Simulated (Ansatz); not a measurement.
**Isomers of C3HF5O**

2 of its isomers, all singlets with charge 0: A = pentafluoroacetone `O=C(C(F)F)C(F)(F)F`; B = `FC(F)C1(F)OC1(F)F`.

Shapes, held fixed at every level: PBE0-D4/def2-TZVP. Flexible molecules stand in one conformer, not always the lowest. Programs: Ansatz 0.2.0.

A:

```xyz
10

O     0.3702   -1.6952   -0.7000
C     0.1417   -0.6133   -0.2654
C     0.4667    0.6792   -1.0308
F     1.3052    0.4014   -2.0333
F     1.0567    1.5582   -0.1906
C    -0.5486   -0.4289    1.1099
F    -1.4340    0.5717    1.0407
F    -1.1830   -1.5302    1.4661
F     0.3521   -0.1316    2.0420
H    -0.4437    1.1376   -1.4356
```

B:

```xyz
10

F     1.4490   -1.3788   -0.8150
C     1.2003   -0.1150   -0.4218
F     1.7479    0.7262   -1.3177
C    -0.2950    0.1038   -0.3844
F    -0.8743   -0.0534   -1.5700
O    -0.7290    1.2402    0.3553
C    -1.0951    0.0079    0.8214
F    -2.3779   -0.2918    0.7798
F    -0.5931   -0.3486    1.9959
H     1.6503    0.0583    0.5594
```

Electronic energies in kJ/mol, without zero-point or thermal terms.

**Question.** Which isomer should be the most stable, and roughly by how much?

**Answer.** A < B in rising energy, over a span of 77 kJ/mol, by MP2/def2-TZVPP. All levels agree on that. The B − A difference spans +68.5 to +103.9 kJ/mol over the levels. 

| level | kind | B − A |
| --- | --- | --- |
| HF/def2-SVP | Hartree–Fock | +103.9 |
| BHLYP-D4/def2-TZVPP | global hybrid | +85.0 |
| r2SCAN0-D4/def2-TZVPP | global hybrid | +68.5 |
| wB97M-V/def2-TZVPP | range-separated hybrid | +75.4 |
| wB97X-V/def2-TZVPP | range-separated hybrid | +70.3 |
| B2PLYP/def2-TZVPP | double hybrid | +84.0 |
| MP2/def2-SVP | perturbation theory | +90.3 |
| MP2/def2-TZVPP | perturbation theory | +77.3 |

The ketone lies clearly below the epoxide, and the gap is large enough that the choice of level affects only its size. Isomerisation to A exchanges a strained three-membered ring, with its bent, weakened C–C and C–O bonds, for a strong carbonyl π bond. Fluorination probably tempers this preference. In A, two electron-withdrawing fluoroalkyl groups flank an already electron-poor carbonyl carbon, whereas in B three fluorines sit on the ring carbons bonded to oxygen, where lone-pair donation into σ*(C–F) orbitals can stabilise them.

In the same small basis, going from Hartree–Fock to MP2 lowers the difference from +103.9 to +90.3 kJ/mol, so correlation favours the compact ring. Enlarging the basis at MP2 lowers it further, to +77.3 kJ/mol, which suggests that part of the high Hartree–Fock value reflects poor polarisation flexibility for the strained ring. The energy ordering gives no barrier for ring opening, so the epoxide could still be kinetically persistent.
